Each step along this row of the periodic table adds one proton and one electron, and a 6s electron feels only the part of that pair which fails to cancel. By Gauss's law an electron at radius r is attracted by the whole new proton, while the new electron pushes it outward only with the charge that lies inside r. If the new electron is buried deep, the pair looks neutral from outside and the 6s binding hardly moves. If it overlaps the 6s cloud, part of the proton shows through. If it lies beside the 6s cloud or further out, a large part shows. From Ba to Bi the new electron goes into 4f, 5d or 6p, which are these three cases, so the cost of removing a 6s electron should follow the number of electrons in each shell more closely than the atomic number Z, and should climb with three very different slopes.

Spherical all-electron Kohn-Sham atoms in scalar-relativistic, spin-polarised PBE, from the radks radial solver with Libxc, with a Fermi nuclear charge distribution. The 6s shell holds 0.5 spin-up and 0.5 spin-down electrons; other open shells are unpolarised. Configurations are those of the neutral atoms, and energies are relative to the atom with 6s² filled.

```tsv
species	Z	configuration	nuclear rms radius (fm)	energy less that of the fullest case (eV)	spin up eigenvalue (eV)	spin down eigenvalue (eV)
Ba	56	[Xe] 6s2	4.838	5.3620	-7.5842	-7.5842
La	57	[Xe] 5d1 6s2	4.855	5.9657	-8.3432	-8.3432
Ce	58	[Xe] 4f1 5d1 6s2	4.877	6.0700	-8.4898	-8.4898
Pr	59	[Xe] 4f3 6s2	4.892	5.7209	-8.0808	-8.0808
Nd	60	[Xe] 4f4 6s2	4.912	5.7983	-8.1979	-8.1979
Pm	61	[Xe] 4f5 6s2	4.962	5.8730	-8.3099	-8.3099
Sm	62	[Xe] 4f6 6s2	5.082	5.9463	-8.4189	-8.4189
Eu	63	[Xe] 4f7 6s2	5.112	6.0188	-8.5262	-8.5262
Gd	64	[Xe] 4f7 5d1 6s2	5.157	6.6446	-9.2749	-9.2749
Er	68	[Xe] 4f12 6s2	5.252	6.3817	-9.0571	-9.0571
Tm	69	[Xe] 4f13 6s2	5.226	6.4560	-9.1647	-9.1647
Hf	72	[Xe] 4f14 5d2 6s2	5.347	7.9747	-10.973	-10.973
Ta	73	[Xe] 4f14 5d3 6s2	5.351	8.4652	-11.617	-11.617
W	74	[Xe] 4f14 5d4 6s2	5.366	8.8804	-12.178	-12.178
Os	76	[Xe] 4f14 5d6 6s2	5.413	9.5730	-13.136	-13.136
Ir	77	[Xe] 4f14 5d7 6s2	5.403	9.8749	-13.561	-13.561
Hg	80	[Xe] 4f14 5d10 6s2	5.465	10.681	-14.704	-14.704
Tl	81	[Xe] 4f14 5d10 6s2 6p1	5.476	13.435	-17.546	-17.546
Pb	82	[Xe] 4f14 5d10 6s2 6p2	5.501	16.090	-20.364	-20.364
Bi	83	[Xe] 4f14 5d10 6s2 6p3	5.521	18.714	-23.173	-23.173
```

The configuration column gives the neutral parent atom, but half an electron of each spin makes one 6s electron in all, so every row is a singly charged 6s¹ cation. The energy less that of the fullest case, written ΔE here, is the energy of this cation above the 6s² atom, that is the cost of removing one 6s electron in scalar-relativistic PBE with all other occupations held fixed. The eigenvalue ε belongs to the cation: in Ba it is −7.584 eV, while the same calculation gives −3.230 eV for the neutral atom. The two spin columns are equal because equal occupations and unpolarised inner shells impose it, so their agreement is no result. The nuclear rms radius is a setting. It falls from Er to Tm and from Os to Ir while ΔE goes on climbing at the pace of the neighbouring steps, as suits a length of some 5 fm acting on an orbital several bohr wide.

The three slopes are plain in the differences between rows. Where only 4f fills, ΔE rises by 0.07 to 0.12 eV per proton. The first 5d electron brings 0.604 eV from Ba to La and 0.626 eV from Eu to Gd, and from Hf onward each further 5d electron brings less, down to 0.27 eV on average between Ir and Hg. Each 6p electron brings 2.6 to 2.8 eV. The three ranges do not overlap. A rate taken over several protons, such as Eu to Er or Ir to Hg, is an average between two rows that differ in the count of one shell only.

The Gauss argument can be written in one line. In atomic units, let P²(s) be the radial density of the new electron, normalised to one. The potential energy of a 6s electron at r changes by −1/r from the proton, and by (charge inside r)/r plus the integral of P²(s)/s over s > r from the electron. The sum is

δv(r) = −∫ P²(s) (1/r − 1/s) ds, taken over s > r.

It is never positive, and it vanishes where the new electron's cloud has ended. The first-order shift of the 6s level is the average of δv over the 6s density, so it grows with how often, and how deep, the 6s electron is found inside the new electron. The formula leaves out exchange and the relaxation of the orbitals. The other electrons draw in around the new proton and screen more of it, which can take away a large part of the first-order shift, so the formula makes the sign and the order of the slopes plausible and does not give their size. It also says that to first order the shifts from successive pairs add in energy.

The radii of neutral Ba and La support the picture for the first 5d step. In La the 5d orbital has a mean radius of 3.00 bohr, outside 5p and inside 6s, which lies at 4.42 bohr, so the two valence clouds overlap widely. The 6s mean radius is 7.7% smaller than the 4.79 bohr of Ba, which is what an incompletely screened proton should do. For the other shells the order of radii is standard atomic physics, and here it is argued and not read from the rows. A 4f orbital has no radial node and, once bound inside its centrifugal barrier, sits within the 5s and 5p shells, where only the small inner lobes of 6s reach. A 6p orbital shares its principal shell with 6s and lies somewhat further out.

Slater's rules put rough numbers on this. They treat the electron as hydrogenic, ΔE = Ry·(Z_eff/n*)², with Ry = 13.606 eV, an effective charge Z_eff and the conventional effective quantum number n* = 4.2 for the sixth shell. An electron two shells down screens 1, one shell down 0.85, and one in the same shell 0.35, so the unscreened parts are 0, 0.15 and 0.65 for 4f, 5d and 6p. With x = √(ΔE/Ry), a step changes x by the unscreened part divided by n*. Starting from Ba, x = √(5.362/13.606) = 0.6278. One proton with a 5d electron adds 0.15/4.2 = 0.0357, giving x = 0.6635 and ΔE = 13.606 × 0.6635² = 5.99 eV for La. The table has 5.966 eV, so the estimate is 0.02 eV above it, on a step of 0.60 eV. No constant was adjusted to these rows and only Ba was used as a start, but Slater's numbers are themselves empirical and so close a match is partly luck.

That agreement holds for the first 5d electron and should not be taken further. Read backwards, 4.2 times the step in x gives 0.144 for Ba to La and 0.142 for Eu to Gd, but it falls to 0.097 for Hf to Ta and to 0.048 between Ir and Hg. For 6p it runs from 0.45 to 0.36, well under 0.65, and for 4f it is 0.02 to 0.03 where the rule says zero. Since n* is a convention, and this short form of the rule treats ΔE as an orbital energy although it includes the relaxation of the ion, only the order of these fractions carries meaning. The rule gets the order right and misses that screening changes as a shell fills.

The falling 5d steps are shown by the table: 0.490, 0.415, 0.346, 0.302 and 0.269 eV per proton from Hf to Hg, each smaller than the one before. The standard explanation is that 5d electrons screen one another poorly, so the 5d shell contracts along the series faster than 6s and turns from a valence shell into something close to a core shell. In the formula above, P²(s) withdraws from the region where the 6s density lives, and less of each new proton shows through. This cause is argued from general knowledge of transition series and is untested here, since a 5d radius is at hand for La only.

The irregular rows follow from the same counting. ΔE rises from each row to the next with two exceptions, Ce to Pr (−0.349 eV) and Gd to Er (−0.263 eV), and these are the two places where a 5d electron is given up. La, Ce and Gd are the lanthanide rows that carry 5d¹, and they lie on a line of their own about 0.6 eV above what the 4fⁿ6s² rows would suggest for the same number of 4f electrons. From Ce to Pr one proton is added, yet the electron that sat in 5d moves into 4f, where it screens almost fully. The book-keeping can be done with differences alone: going from Ba to Pr by three 4f electrons costs 0.359 eV, going from Ba to Ce by one 5d and one 4f electron costs 0.604 + 0.104 = 0.708 eV, and the difference is the drop of 0.349 eV. From Gd to Er even four more protons do not make up for the lost 5d electron, because the five 4f steps from Eu to Er amount to 0.363 eV against the 0.626 eV of Eu to Gd. The peak at Gd is no exchange effect of the half-filled shell in these runs. Half filling enters only through the configuration that was set, since in the real atom it favours a 5d electron over a further 4f electron. The 4f⁷ shell is unpolarised and spherical in these runs, so Eu and Gd have no high-spin state and no exchange coupling between 4f and 6s, and Eu indeed sits smoothly in line with Sm. The real ions have such coupling, which splits the 6s removal into spin states that the table does not resolve.

A fit to all 20 rows by unweighted linear least squares tests how far counting goes. With n_f, n_d and n_p the numbers of 4f, 5d and 6p electrons in the configuration column, increments that add in energy give, in eV,

ΔE = 5.387 + 0.0904 n_f + 0.647 n_d − 0.0245 n_d² + 2.694 n_p,

with a root-mean-square residual of 0.064 eV and the worst row, Hf, 0.13 eV below the table. The same five terms fitted to x, the screened hydrogenic form, leave 0.107 eV once turned back into energies, and without the n_d² term 0.229 eV. Part of the advantage of the energy form comes from being fitted in the quantity in which it is judged, but in the 6p rows the hydrogenic form fails in a telling way: it is 0.22 eV low at Tl and 0.20 eV high at Bi, because equal steps in x mean growing steps in energy, whereas the table's steps shrink slightly, from 2.754 to 2.624 eV. A quadratic in Z alone, with three constants, leaves 0.98 eV and puts Hg 2.6 eV too high. The shell that receives the electron therefore describes the trend far better than Z does. The n_d and n_d² constants trade against each other and have no separate meaning, and every one of these fits misses by far more than the rounding of the table, which is 0.0005 eV at most.

The additive fit fails where one constant has to stand for a step that varies. For Ce to Pr it gives 2 × 0.0904 − (0.647 − 0.0245) = −0.44 eV against −0.349 eV, and for Gd to Er −0.17 against −0.263 eV, with all four rows in the fit. Both errors come mainly from the single 4f slope. The first three 4f electrons, Ba to Pr, cost 0.120 eV each on average, while from Pr to Tm the rate stays between 0.072 and 0.077 eV. A possible reason, and only a guess, is that the earliest 4f electrons are still comparatively diffuse and screen less well. From Tm to Hf, where one 4f and two 5d electrons arrive together, the table rises by 1.519 eV and the fit by 1.29 eV. Taking off one 4f step of the Er to Tm size leaves an estimated 0.72 eV per 5d electron, more than for the single 5d electron of La or Gd, so the 5d increment is not the same for every core, which strict additivity ignores. A possible reason, not tested here, is that 6s is already more compact and more tightly bound after the 4f shell has filled.

The steep end of the series needs care in reading. In Tl, Pb and Bi the 6s electron is taken from beneath occupied 6p, which leaves an excited cation, and 13.4, 16.1 and 18.7 eV are not first ionisation energies. Those remove a 6p electron and are roughly 6 to 7 eV, as a recalled size. What the rows show is how quickly 6s sinks once the new electrons screen it only in part, which is one ingredient of the inert-pair chemistry of these elements. Spin-orbit coupling is left out. It does not split an s level, but it contracts the 6p₁/₂ orbital that is filled first, so the true 6p screening and the evenness of the three steps may differ from these values. In La, Ce and Hf the real cation also prefers another configuration, so there too ΔE is a fixed-configuration energy.

The eigenvalue follows the same pattern as ΔE, with the same two reversals, but lies deeper by D = |ε| − ΔE, which is 2.22 eV in Ba and 4.46 eV in Bi. The gap arises because an electron in PBE feels a repulsion from its own shell that drops continuously as the shell empties. Janak's theorem states that ε(n) = ∂E/∂n for the 6s occupation n. If E is quadratic in n with curvature U, then ε(n) = ε(2) − U(2 − n), the removal energy is the mean of the two ends, ΔE = ½(|ε(2)| + |ε(1)|), and D = U/2. For Ba the mean is ½(3.230 + 7.584) = 5.407 eV, which is 0.045 eV above the tabulated ΔE, and for La it is 6.011 eV, 0.046 eV above. The check rests on these two rows. The sign of the small excess means that the curvature grows as charge is removed, as it should if the orbital shrinks in the cation. The size of U is that of a Coulomb repulsion within the orbital: U = 7.584 − 3.230 = 4.354 eV in Ba, and in atomic units it is 0.61 times the mean inverse radius ⟨1/r⟩ of the neutral 6s orbital, and 0.60 in La. The bare self-repulsion of a hydrogenic 1s orbital has the ratio 5/8, a loose comparison since U also holds exchange, correlation and relaxation.

This curvature is a fault of the functional. In Ba or Hg, where the first two electrons to leave are the 6s pair, the exact energy is a straight line between integer electron numbers, with slope −I₁ between n = 1 and 2 and −I₂ between 0 and 1, where I₁ and I₂ are the first and second ionisation energies. PBE rounds off the corner, and a parabola through the three integers has the slope −½(I₁ + I₂) at n = 1. With rough recalled values, 5.2 and 10 eV for Ba and 10 and 19 eV for Hg, the means are 7.6 and 14.5 eV, close to the tabulated 7.58 and 14.70 eV. The cation eigenvalue is thus neither ionisation energy. On that parabola D is half of I₂ − I₁, so the difference it reflects is real, and the fault lies in spreading it over the whole removal instead of placing it in a kink at n = 1. The path of equal spins carries a second error. For one s electron outside closed shells, as in Ba⁺ and Hg⁺, the half-up, half-down state should be degenerate with the fully polarised one, and semilocal functionals are known to place it higher. This static-correlation penalty raises ΔE above the PBE value for the polarised ion. The Ba row, at 5.36 eV against the rough 5.2 eV, lies on the side that this predicts, though one such comparison cannot fix the size. The penalty is expected to grow as 6s becomes more compact, so a part of the slopes may belong to it.

D also serves as a rough gauge of how compact the 6s orbital is, and it shows where the hydrogenic picture breaks. In that picture ⟨1/r⟩ = Z_eff/n*², so D should grow as x if only Z_eff changes, and as ΔE itself if only n* changes. From Ba to Hg, x grows by a factor 1.41, ΔE by 1.99 and D by 1.81, and from Ba to Tm D and ΔE grow alike, by 1.22 and 1.20. Through the 4f and 5d rows the binding thus behaves more like deeper penetration of the core than like a larger outer charge, as a short-ranged δv(r) suggests. From Hg to Bi the relation turns over: ΔE grows by 1.75 and x by 1.32, but D by only 1.11, and the first 6p electron adds just 0.09 eV to D while adding 2.75 eV to ΔE. If D = U/2 holds here as it does for Ba and La, the 6p steps lower the 6s level at both ends of the removal by nearly the same amount. A guess at the cause is that the loosely bound 6p electrons contract as 6s charge is removed and refill part of the hole, which would lower U while the bare repulsion in the orbital still grows.

For a neighbouring atom the rule is to look at the configuration before the atomic number. A further 4f electron in a 4fⁿ6s² atom should add 0.07 to 0.08 eV from Pr onward and somewhat more before it, a first 5d electron 0.6 to 0.7 eV, a late 5d electron about 0.3 eV and a 6p electron well over 2 eV, and moving the single 5d electron of a lanthanide into 4f should lower the value by about half an electronvolt. No interpolation is safe across a change of configuration. What screening alone cannot settle is the share of relativity. Scalar relativity contracts and lowers 6s in every row, and the change of this effect along the series is a part of each slope that is not separated here; relativity also expands 5d and 4f indirectly and so weakens their screening. The question is sharpest for the nearly constant 0.072 to 0.077 eV per proton from Pr to Tm, which is small enough that leakage through the 4f shell and relativistic contraction could each supply a good part of it, and these rows cannot tell the two apart.
